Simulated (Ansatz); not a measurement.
C: the change of total energy with exact exchange and energy of the functional with volume scale

All results are calculated (Ansatz 0.2.0-dev trial). RPA total energy (exact exchange plus RPA correlation) on Kohn-Sham orbitals over scaled volumes of the cell given; energies count from the value at scale 1 or the largest scale.

The cell before it is scaled or strained (space group Fd-3m, No. 227):
```
cell vectors (Å)
   0.0000     1.7835     1.7835
   1.7835     0.0000     1.7835
   1.7835     1.7835     0.0000
atoms (fractions of the cell vectors)
C   0.00000  0.00000  0.00000
C   0.25000  0.25000  0.25000
```

Settings of every row: orbitals functional PBE; datasets hard_paw; wave cutoff 700 eV; k mesh 4x4x4; correlated electrons 8; response cutoff 280 eV; long wavelength term neglected.

Limits: coarse mesh, values belong to these settings and can lie far from the converged crystal; the count of empty bands follows the volume.

| row | volume scale | V (Å³/atom) | total energy with exact exchange (eV, a cell) | energy of the functional (eV, a cell) | RPA energy (eV, a cell) |
| --- | --- | --- | --- | --- | --- |
| 1 | 0.92 | 5.219 | ? | ? | ? |
| 2 | 0.96 | 5.446 | -0.0002 | 0.0347 | 0.0282 |
| 3 | 1 | 5.673 | 0 | 0 | 0 |
| 4 | 1.04 | 5.9 | 0.0542 | 0.0157 | 0.021 |
| 5 | 1.08 | 6.127 | 0.1534 | 0.0732 | 0.0859 |

Question: what total energy with exact exchange and energy of the functional should row 1 give?

Worked fit of total energy with exact exchange. Take u = (V_r/V)^(2/3) − 1 with V_r = 5.7865 Å³ an atom, which is twice the finite (Eulerian) strain; such expansions in the strain, on which the Birch-Murnaghan equation of state is built, carry the rest volume and the bulk modulus. The shown rows have u = 0.04126, 0.01329, -0.01287, -0.0374. Least squares give total energy with exact exchange = 0.02096 − 2.1 × u + 38.495 × u² eV; a straight line predicts inner rows, each left out in turn, worse (root mean square 0.038 against 0.00035 eV). The rows lie off it by 0.0000, 0.0001, -0.0002, 0.0001. The withheld row has u = 0.07124, so the fit gives 0.02096 − 2.1 × (0.07124) + 38.495 × (0.07124)² = 0.0667 eV.

The calculation gave 0.0641 eV. The fit lies 0.0026 eV (4.1 % of the value, 1.7 % of the column's range) above it; its largest miss of a shown row is 0.0002 eV. This row lies beyond the range of the fit.

Worked fit of energy of the functional. Take u = (V_r/V)^(2/3) − 1 with V_r = 5.7865 Å³ an atom, which is twice the finite (Eulerian) strain; such expansions in the strain, on which the Birch-Murnaghan equation of state is built, carry the rest volume and the bulk modulus. The shown rows have u = 0.04126, 0.01329, -0.01287, -0.0374. Least squares give energy of the functional = 0.00213 − 0.6207 × u + 34.189 × u² eV; a straight line predicts inner rows, each left out in turn, worse (root mean square 0.034 against 0.00018 eV). The rows lie off it by 0.0000, 0.0001, -0.0001, 0.0000. The withheld row has u = 0.07124, so the fit gives 0.00213 − 0.6207 × (0.07124) + 34.189 × (0.07124)² = 0.1314 eV.

The calculation gave 0.13 eV. The fit lies 0.0014 eV (1.1 % of the value, 1.1 % of the column's range) above it; its largest miss of a shown row is 0.0001 eV. This row lies beyond the range of the fit.

The other values of row 1: RPA energy 0.1185 eV.
